**Question.** *I keep reading that the second-order exchange (SOX) diagram, the first vertex correction beyond GW, shifts the Fermi level of the electron gas by about +0.66 eV at any density. Why doesn't it depend on $r_s$? Is it then equally important in Li ($r_s=3.25$), Al and Cs?*

---

**Answer.** For the bare diagram the statement is exact. Its importance does vary, because every other term in the chemical potential depends on density.

## Conventions

Hartree atomic units, 3D jellium at $T=0$, spin-unpolarised unless stated. Here $v(q)=4\pi/q^2$, $\epsilon_k=k^2/2$, $k_F=1/(\alpha r_s)$, $\alpha=(4/9\pi)^{1/3}=0.5211$, and $\Omega$ is the volume. "SOX" means two bare Coulomb lines and free propagators $G_0$.

## Why the energy is density independent

The exchange part of the second-order energy, as a functional of the occupations $n_k$ of one spin, is

$$E_{2x}=\frac{1}{2\Omega^2}\sum_\sigma\sum_{\mathbf{k,p,q}}\frac{v(q)\,v(|\mathbf{k+q-p}|)\;n_{k}n_{p}(1-n_{k+q})(1-n_{p-q})}{\epsilon_{k+q}+\epsilon_{p-q}-\epsilon_k-\epsilon_p}.$$

It is positive, since it removes part of the negative direct term for parallel spins. Scale all momenta by $k_F$. Three integrals give $\Omega k_F^9$, two interactions give $k_F^{-4}$ and the denominator gives $k_F^{-2}$. The product $\Omega k_F^3$ is proportional to $N$, so $e_{2x}=E_{2x}/N$ is a pure number. I take its value from Onsager, Mittag and Stephen (1966):

$$e_{2x}=\frac{\ln 2}{6}-\frac{3\zeta(3)}{4\pi^2}=0.11552-0.09135=0.0242\ \text{Ha}=0.658\ \text{eV}.$$

## From the energy to the self-energy

Differentiate with respect to one occupation $n_{k\sigma}$. The state $k$ can be either of the two occupied states or either of the two empty ones, which cancels the factor $1/2$. After relabelling, $\delta E_{2x}/\delta n_{k\sigma}=\Sigma_{2x}(k,\epsilon_k)$ with

$$\Sigma_{2x}(k,\omega)=\frac{1}{\Omega^2}\sum_{\mathbf{p,q}}v(q)\,v(|\mathbf{k+q-p}|)\,\frac{n_p(1-n_{k+q})(1-n_{p-q})+(1-n_p)\,n_{k+q}n_{p-q}}{\epsilon_{k+q}+\epsilon_{p-q}-\epsilon_p-\omega},$$

which is the SOX self-energy diagram (real part as a principal value). At $\omega=\epsilon_F$ the denominator is non-negative in the first term and non-positive in the second. It vanishes only when all three states lie on the Fermi surface, so the on-shell value is real.

Now add electrons at fixed volume in a thin shell at $k_F$. By isotropy every added state contributes the same derivative, so

$$\Sigma_{2x}(k_F,\epsilon_F)=\frac{\partial (N e_{2x})}{\partial N}\bigg|_\Omega=e_{2x}-\frac{r_s}{3}\frac{de_{2x}}{dr_s}=e_{2x}\approx+0.66\ \text{eV}.$$

This is the Hugenholtz–van Hove relation $\mu=\epsilon_F+\Sigma(k_F,\mu)=e-\frac{r_s}{3}\,de/dr_s$, applied to a single diagram. Ziesche obtained the same value by evaluating the self-energy integral directly. The one-diagram form needs the frequency to sit at the Fermi level of the propagators inside the diagram. With $G_0$ that is $\epsilon_F=k_F^2/2$, not the interacting $\mu$.

## What it competes with

A term $e\propto r_s^{-s}$ contributes $(1+s/3)\,e$ to $\mu$. The scaling above gives $s=2-m$ for a convergent term of order $m$ in the interaction:

- kinetic, $s=2$: $\frac53\cdot\frac35\epsilon_F=\epsilon_F=50.11\ \text{eV}/r_s^2$;
- Fock, $s=1$: $\frac43\left(-\frac{3k_F}{4\pi}\right)=\Sigma_x(k_F)=-k_F/\pi=-16.62\ \text{eV}/r_s$;
- SOX, $s=0$: factor 1, no $r_s$.

The direct second-order term diverges at small $q$ and has to be summed to the RPA. With $x=q/2k_F$, imaginary frequency $u\,qk_F$ and $y=\alpha r_s\,g/(\pi x^2)$,

$$g(x,u)=\frac12+\frac{1-x^2+u^2}{8x}\ln\frac{(1+x)^2+u^2}{(1-x)^2+u^2}-\frac u2\left[\arctan\frac{1+x}{u}+\arctan\frac{1-x}{u}\right],$$

$$e_c^{\rm RPA}=\frac{12k_F^2}{\pi}\int_0^\infty\! x^3dx\int_0^\infty\! du\,[\ln(1+y)-y].$$

Because $k_F^2\propto r_s^{-2}$ and $y\propto r_s$, the operator $1-\frac{r_s}{3}\frac{d}{dr_s}$ turns the bracket into $\frac53\ln(1+y)-\frac43y-\frac13\frac{y}{1+y}$. That integral is $\mu_c^{\rm RPA}$. By the same occupation-derivative argument it equals the correlation part of $\Sigma_{G_0W_0}(k_F,\epsilon_F)$.

## Four metals as jellium

The inputs are typical free-electron radii. Energies are in eV and belong to the model, and $k_{TF}/k_F=\sqrt{4\alpha r_s/\pi}$.

| | $r_s$ | $\epsilon_F$ | $\Sigma_x$ | $\mu_c^{\rm RPA}$ | $\Sigma_{2x}$ | $\Sigma_{2x}/\epsilon_F$ | $\Sigma_{2x}/\lvert\Sigma_x\rvert$ | $k_{TF}/k_F$ |
|---|---|---|---|---|---|---|---|---|
| Al | 2.07 | 11.7 | −8.03 | −1.9 | 0.66 | 0.056 | 0.082 | 1.17 |
| Li | 3.25 | 4.74 | −5.11 | −1.6 | 0.66 | 0.139 | 0.129 | 1.47 |
| Na | 3.93 | 3.24 | −4.23 | −1.5 | 0.66 | 0.203 | 0.156 | 1.61 |
| Cs | 5.62 | 1.59 | −2.96 | −1.3 | 0.66 | 0.415 | 0.222 | 1.93 |

**The trend is power counting.** Each extra order in $v$ costs a factor proportional to $r_s$, so

$$\frac{\Sigma_{2x}}{\lvert\Sigma_x\rvert}=0.03958\,r_s,\qquad \frac{\Sigma_{2x}}{\epsilon_F}=0.01313\,r_s^2 .$$

The RPA term is formally of the same order as SOX, and only the screening cutoff of its small-$q$ divergence gives it a density dependence. At high density this dependence is $\frac{1-\ln2}{\pi^2}\ln r_s$, and it stays slow across the table. SOX therefore cancels a sizeable and slowly growing share of the GW correlation shift: roughly a third in Al, 0.4 in Li and about half in Cs.

**Lithium.** At $r_s=3.25$ the two large terms nearly cancel, $\epsilon_F+\Sigma_x=-0.37$ eV. SOX is larger in magnitude than this remainder although it is only 0.129 of $\lvert\Sigma_x\rvert$. For a sense of scale, the work function is $W=D-\mu$, with $D$ the surface dipole barrier and $\mu$ counted from the mean interior electrostatic potential. At fixed $D$, bare SOX lowers $W$ by 0.66 eV. That is 22 % of the measured polycrystalline value of 2.93 eV (compiled value, Tran 2019). This is a comparison of sizes and not a prediction of $W$, since $D$ is not computed here.

**A high-density case.** In an effective-mass gas the result reads $0.0242\,\text{Ha}^*$ with $\text{Ha}^*=(m^*/\varepsilon^2)$ Ha. Take n-GaAs with the typical inputs $m^*=0.067$ and $\varepsilon=12.9$, a parabolic band, and the illustrative density $n=10^{18}\ \text{cm}^{-3}$. Then $a^*=10.2$ nm, $r_s=0.61$, $\text{Ha}^*=11.0$ meV and $\epsilon_F=54$ meV. The model gives $\Sigma_{2x}=0.26$ meV, or 0.005 of $\epsilon_F$. At these energies the polar phonons screen only partly. Using the typical high-frequency constant 10.9 instead gives 0.37 meV, so only the order of magnitude is fixed. The shift does not depend on doping, but it does depend on the host through $m^*/\varepsilon^2$.

## What the constant does and does not imply

- **Compressibility and spin susceptibility.** All lines of the diagram carry one spin, and the energy per electron of each spin species is density independent. Hence $E_{2x}=(N_\uparrow+N_\downarrow)\,e_{2x}$ at any polarisation. It is linear in both $N_\sigma$, so bare SOX adds nothing to $\partial\mu/\partial n$ or to the spin stiffness, and both Fermi surfaces move by the same $e_{2x}$.
- **Bandwidth.** Scaling shows that $\Sigma_{2x}(k,\omega)$ in hartree is a universal function of $k/k_F$ and $\omega/k_F^2$. The theorem fixes that function at one point only. A bandwidth correction needs the value at $k=0$ as well, and that takes the full integral.

## How far to trust it at metallic density

The neglected terms are of third and higher order: screening of the two lines, self-energy insertions and ladders. They carry extra powers of $r_s$, and the last column of the table shows that they are not small. With $k_{TF}>k_F$, screening acts at the momentum transfers of order $k_F$ that the diagram samples. For Li the static factor $1/(1+y)$ at $u=0$ reduces a Coulomb line to 0.34 of its bare value at $q=k_F$ and to 0.79 at $q=2k_F$. Any screened version of the diagram regains a dependence on $r_s$, and bare SOX is the leading correction to $G_0W_0$ in a controlled sense only for $r_s\ll1$.

As typical knowledge and not as a measurement, quantum Monte Carlo parametrisations of the electron gas put the whole beyond-RPA shift of $\mu$ near $r_s=3.25$ at about +0.45 eV, and the occupied band of real Li is about 3.5 eV wide. The bare diagram thus has the right sign but overshoots by about 0.2 eV, nearly half, and this is the combined size of the omitted terms. The jellium $\epsilon_F$ lies about a third above the real band width. The +0.66 eV is the jellium model's second-order value, exact for that diagram and too large as an estimate of the vertex correction in lithium.